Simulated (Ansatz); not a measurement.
## A series in volume scale on Zn3Cd

Results calculated with Ansatz 0.2.0, not measured. Free energy against uniform scaling of the volume at fixed shape and fractions; periodic cell, basis, potentials, k mesh and filling as listed.

The cell before it is scaled or strained (space group I4/mmm, No. 139):
```
cell vectors (Å)
  -2.0144     2.0144     4.0157
   2.0144    -2.0144     4.0157
   2.0144     2.0144    -4.0157
atoms (fractions of the cell vectors)
Zn  0.75000  0.25000  0.50000
Zn  0.25000  0.75000  0.50000
Zn  0.50000  0.50000  0.00000
Cd  0.00000  0.00000  0.00000
```

Settings of every row: functional LDA; dispersion none; potentials PAW; wave cutoff 500 eV; density cutoff 2000 eV; k mesh 8x8x8; k shift 0x0x0; occupations cold; smearing width 0.1 eV; spin none.

Limits: coarse k mesh, up to 40 meV an atom off; minimum outside the range; the cell comes from a prototype or a list of computed structures and needn't be the stable phase.

```
row  volume scale  V (Å³/atom)  energy above lowest point (meV/atom)
  1          0.94       15.317                                     0
  2          0.96       15.643                                   2.2
  3          0.98       15.969                                   7.6
  4             1       16.295                                  15.9
  5          1.02       16.621                                     ?
  6          1.04       16.947                                  39.5
  7          1.06       17.273                                  54.3
```

Question: what energy above lowest point should row 5 give?

Worked fit of energy above lowest point. Take u = (V_r/V)^(2/3) − 1 with V_r = 16.132 Å³ an atom, which is twice the finite (Eulerian) strain; such expansions in the strain, on which the Birch-Murnaghan equation of state is built, carry the rest volume and the bulk modulus. The shown rows have u = 0.03517, 0.02073, 0.00679, -0.00668, -0.03232, -0.04454. Least squares give energy above lowest point = 11.42 − 614.3 × u + 8053 × u² + 5188 × u³ meV/atom; a parabola predicts inner rows, each left out in turn, worse (root mean square 0.11 against 0.032 meV/atom). All shown rows lie on it to the printed digit. The withheld row has u = -0.01971, so the fit gives 11.42 − 614.3 × (-0.01971) + 8053 × (-0.01971)² + 5188 × (-0.01971)³ = 26.6 meV/atom.

The calculation gave 26.6 meV/atom. The fit meets it to the printed digit.
